A cheap calculation of a crystal's bands is often corrected by lifting every empty level by the same amount. This problem asks how well that works for an ordered tin–silicon oxide with the rutile structure, when the cheaper level is r2SCAN and the costlier one is the hybrid functional HSE06. The cell is a hypothetical one whose stability is untested, and HSE06 serves as the target of the correction, not as a stand-in for experiment.

Each row of the table is a named point k, that is, one wavevector of the electron wave. At each point, v1 is the highest filled band and v2 the one below it, while c1 is the lowest empty band and c2 the one above it. Each level of theory counts energy from its own highest filled state, which lies at Gamma. The results at S are held back for part (c).

Band energies of rutile-type SnSiO4 (6-atom cell, space group Cmmm, conventional a = 6.250, b = 6.422, c = 2.945 Å) relaxed with r2SCAN, each level of theory with zero at its own valence top. Ansatz 0.2.0, plane-wave PAW, no spin polarisation; cheaper level r2SCAN (500 eV cutoff, 6×6×8 k mesh), costlier level HSE06 (420 eV, 4×4×6).

| point name | band v2, cheaper level (eV) | band v1, cheaper level (eV) | band c1, cheaper level (eV) | band c2, cheaper level (eV) | band v2, costlier level (eV) | band v1, costlier level (eV) | band c1, costlier level (eV) | band c2, costlier level (eV) |
| --- | --- | --- | --- | --- | --- | --- | --- | --- |
| Gamma | -0.890 | 0.000 | 3.023 | 6.804 | -0.796 | 0.000 | 4.150 | 7.903 |
| Y | -1.978 | -0.789 | 5.290 | 7.306 | -1.881 | -0.834 | 6.557 | 8.502 |
| C_0 | -1.972 | -0.788 | 5.290 | 7.304 | -1.874 | -0.833 | 6.557 | 8.499 |
| Sigma_0 | -1.972 | -0.788 | 5.290 | 7.304 | -1.874 | -0.833 | 6.557 | 8.499 |
| Z | -1.879 | -1.615 | 6.944 | 8.824 | -1.959 | -1.696 | 8.281 | 10.058 |
| A_0 | -1.040 | -0.841 | 5.546 | 6.218 | -1.047 | -0.889 | 6.757 | 7.298 |
| E_0 | -1.040 | -0.841 | 5.546 | 6.218 | -1.047 | -0.889 | 6.757 | 7.298 |
| T | -1.037 | -0.839 | 5.544 | 6.215 | -1.043 | -0.887 | 6.755 | 7.295 |
| S | ? | ? | ? | ? | ? | ? | ? | ? |

**(a) Does one rigid shift turn the r2SCAN energies of c1 into the HSE06 ones?**

*Solution.* Begin by counting the independent points. The cell edges a and b are almost equal, so C_0 and Sigma_0 nearly coincide with Y, and A_0 and E_0 nearly coincide with T. Their energies repeat accordingly. Four distinct regions remain: Gamma, Y, T and Z.

At Gamma, c1 rises from 3.023 to 4.150 eV, which is the opening of the gap there. At Z it rises from 6.944 to 8.281 eV. The two rises are 1.127 and 1.337 eV, so a single shift chosen for the bottom of the band would leave c1 at Z, the highest of the known points, about 0.2 eV too low. HSE06 moves the band up and also stretches it.

The size of the stretch follows from these two ends:

$$B=\frac{8.281-4.150}{6.944-3.023}=\frac{4.131}{3.921}=1.054 .$$

The span of c1 from Gamma to Z is thus about 5 % wider in HSE06. Y and T played no part in this estimate, so they can test it. For Y, which r2SCAN places at 5.290 eV, the steps are

$$4.150+1.054\times(5.290-3.023)=6.54\ \text{eV},$$

against a computed 6.557 eV. The same steps for T give 6.81 eV against 6.755 eV. The estimate is a little low at Y and about 0.05 eV high at T. In fact c1 lies higher at T than at Y in r2SCAN and yet rises less, so a straight line catches the trend across the band but not every detail within it.

**(b) Why should a shift and a stretch go together, and what do they predict for S?**

*Solution.* Consider a band built from one mixture of atomic orbitals that repeats from cell to cell. If one kind of coupling between neighbours dominates, its energy can be written

$$E(k)=e_0+t\,f(k),$$

where $e_0$ is the energy of the mixture itself, $t$ is the strength of that coupling, and $f(k)$ depends only on the geometry and the wavevector. A change of functional alters $e_0$ and $t$ but leaves $f(k)$ as it was. Writing the HSE06 quantities with a prime and eliminating $f(k)$ gives

$$E'(k)=A+B\,E(k),\qquad B=\frac{t'}{t},\qquad A=e_0'-B\,e_0 .$$

A rigid shift is the special case in which the coupling stays the same and $B=1$. Where several couplings matter and change by different factors, the points scatter about the line, which may be why Y and T stray from it in part (a).

A likely reason for a change in the coupling is that HSE06 takes a quarter of its short-range exchange in exact form. Exact exchange links orbitals on neighbouring atoms in proportion to the electron density that they share in a filled bond. This link has the same sign as the coupling already present, and so strengthens it.

In this oxide the metal atoms also talk to each other through oxygen. If c1 resembles the lowest empty band of tin dioxide, it is mainly Sn 5s mixed with oxygen orbitals in an antibonding way. A stronger tin–oxygen coupling then widens the band, while the larger energy separation between the oxygen and tin levels works against the widening. The band does come out wider in the table, so in this picture the stronger coupling wins. That exact exchange is the source is an argument from theory, since the two functionals differ in other parts as well.

The same reasoning suggests what a neighbouring oxide would do. In rutile titanium dioxide the lowest empty bands come from Ti 3d orbitals, which overlap less and form narrower bands. A stretch of the same percentage would change the energies less there, so a rigid shift should serve the lowest band better, though that oxide was not computed here.

The derivation also sets a limit: the line belongs to one band with one orbital mixture, not to an energy range. The table bears this out. At Gamma, c2 starts at 6.804 eV, close to c1 at Z, but it rises by 0.24 eV less. A line made for c1 and applied to c2 comes out too high in all four regions, by 0.15 to 0.22 eV. A different orbital character of c2 is the likely reason, though it is untested here.

For the forecast, a least-squares line through c1 at Gamma, Y, T and Z replaces the line through the two ends:

$$E'=0.967\ \text{eV}+1.052\,E .$$

When each of the four points is left out in turn and predicted from the other three, the typical error is 0.04 eV. The corresponding error of a single average shift is 0.10 eV. Twice the error of the line, widened slightly because there are so few points, gives a bar of ±0.10 eV.

The r2SCAN energies at S are the input of the rule, so the forecast is a recipe to be applied once they are known:

- **c1:** the value of the line, ±0.10 eV, with a rise between those at Gamma and Z. The HSE06 level stays above c1 at Gamma. If c1 at S has the character that c2 has elsewhere, the line will come out too high.
- **v1:** 1.053 times the r2SCAN energy, ±0.10 eV. The factor is a least-squares fit to the same four points, with the line forced through zero because v1 at Gamma is the zero of energy.
- **c2:** a smaller rise than that of c1.
- **v2:** within 0.15 eV of its r2SCAN value, in either direction.

The bar on v1 is far wider than the scatter of the known points about their line. The reason lies in v2, which moves up by almost 0.1 eV at Gamma and Y but down by nearly as much at Z. Filled states evidently need not follow one simple rule.

**(c) Apply the recipe to S. Which forecasts hold, and does the result favour the stretch over the rigid shift?**

The withheld rows as computed:

| point name | band v2, cheaper level (eV) | band v1, cheaper level (eV) | band c1, cheaper level (eV) | band c2, cheaper level (eV) | band v2, costlier level (eV) | band v1, costlier level (eV) | band c1, costlier level (eV) | band c2, costlier level (eV) |
| --- | --- | --- | --- | --- | --- | --- | --- | --- |
| S | -0.710 | -0.677 | 5.470 | 6.586 | -0.688 | -0.632 | 6.722 | 7.733 |

*Solution.* For c1, r2SCAN gives 5.470 eV at S, and the line turns this into

$$0.967+1.052\times5.470=6.72\ \text{eV}.$$

The forecast is therefore 6.72 ± 0.10 eV, and HSE06 gives 6.722 eV. The rise of 1.252 eV lies between those at Gamma and Z, and the level stays well above c1 at Gamma. There is no sign of the overestimate that a c2-like state would have brought. The agreement is much closer than the typical error of the line, so it should not be read as the accuracy of the method.

Nor does this hit decide between the two descriptions. The average shift of the four fitted points is 1.236 eV, which would put c1 at S at 5.470 + 1.236 = 6.706 eV, also very close. A least-squares line and an average shift agree exactly at the mean energy of the fitted points, here 5.20 eV, and S happens to lie near it. The evidence for a stretch comes from the lowest and highest of the named points, Gamma and Z, where the two descriptions part.

The forecast for v1 is less satisfactory. The rule gives 1.053 × (−0.677) = −0.713 eV, whereas HSE06 gives −0.632 eV. The error of 0.08 eV is within the bar, but the direction is wrong: the rule pushes the level down and HSE06 moves it up. Leaving the r2SCAN value untouched would have been closer.

The neat fit of v1 to the known points promised more than it could deliver. Gamma sits at zero by definition, and Y and T have almost the same energy, so the slope rested on little more than two separate energies. Nor need v1 be one band with one orbital mixture, since it is simply whichever filled state lies highest at each point. At S it lies only 0.03 eV above v2 in r2SCAN, and HSE06 moves both of them up, as it does v2 at Gamma and Y. A different mixture at S is therefore a plausible cause of the miss, but the orbitals were not examined, and the two levels of theory also used different k meshes and plane-wave cutoffs, whose effect was not tested.

The two looser forecasts hold. At S, c2 rises by 1.147 eV, less than c1 does, as in the other regions. The change of v2 is only 0.02 eV, well inside its range.

For a similar correction of this band, the useful step is to compute the costlier level at both the lowest and the highest of the named points and to interpolate between them in energy. The line through Gamma and Z from part (a) gives c1 at Y, T and S to about 0.05 eV or better. The next empty band needs its own pair of points, because the line for c1 would place it too high.
